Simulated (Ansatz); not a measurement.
**Redistribution: C2H3F + C2H2FI → C2H3I + C2H2F2**

Gas-phase species: C2H3F `C=CF`, singlet; C2H2FI `C=C(F)I`, singlet; C2H3I (vinyl iodide) `C=CI`, singlet; C2H2F2 (vinylidene fluoride) `C=C(F)F`, singlet. The partners trade F for I; both sit on C, so the bond types are kept.

Shapes, held fixed at every level: PBE0-D4/def2-TZVP. Programs: Ansatz 0.2.0. The zero-point and thermal change to 298 K, harmonic and unscaled (PBE0-D4/def2-TZVP), is +0.3 kJ/mol.

Question: Estimate ΔH(298 K) of this reaction.

Answer: The highest level, CCSD(T)/def2-TZVPP, gives ΔH(298 K) = -26.3 kJ/mol; the levels span -28.6 to -21.0. The column of differences is taken from that level and isn't an error. No measured value is set beside it here. For atoms past krypton def2 sets carry core potentials with scalar relativity. Outer-core shells of I are correlated, in sets that cover them unevenly.

| level | kind | ΔH(298 K) (kJ/mol) | less CCSD(T)/def2-TZVPP |
| --- | --- | --- | --- |
| SPW92/def2-TZVPP | LDA | -24.4 | +1.9 |
| PBE-D4/def2-TZVPP | GGA | -21.0 | +5.3 |
| r2SCAN-D4/def2-TZVPP | meta-GGA | -24.9 | +1.4 |
| B3LYP-D4/def2-TZVPP | global hybrid | -21.6 | +4.7 |
| PBE0-D4/def2-TZVPP | global hybrid | -26.0 | +0.3 |
| r2SCAN0-D4/def2-TZVPP | global hybrid | -28.6 | -2.3 |
| CCSD(T)/def2-TZVPP | coupled cluster or CI | -26.3 | 0.0 |

Every level makes the exchange exothermic, so pairing two fluorines on one carbon is favoured over pairing fluorine with iodine. The likely reason is the geminal fluorine effect. Two strongly electronegative substituents make their shared carbon more positive, which strengthens the polar C–F bonds, and fluorine lone pairs can donate into the neighbouring C–F σ* orbital. Iodine polarises the carbon much less, and its large, diffuse shell may also crowd the geminal fluorine.

The thermal term of +0.3 kJ/mol is minor, so the preference is essentially electronic. Because the bond types are conserved, much of the error in describing each C–X bond should cancel, which fits the modest spread. What remains doesn't follow the ladder of functionals: exact exchange makes the reaction more exothermic from PBE to PBE0 and from r2SCAN to r2SCAN0, yet B3LYP stays close to PBE, and the LDA lies nearer to coupled cluster than either. The sign is therefore well supported, but the reaction enthalpy alone can't separate fluorine–fluorine stabilisation from fluorine–iodine repulsion.
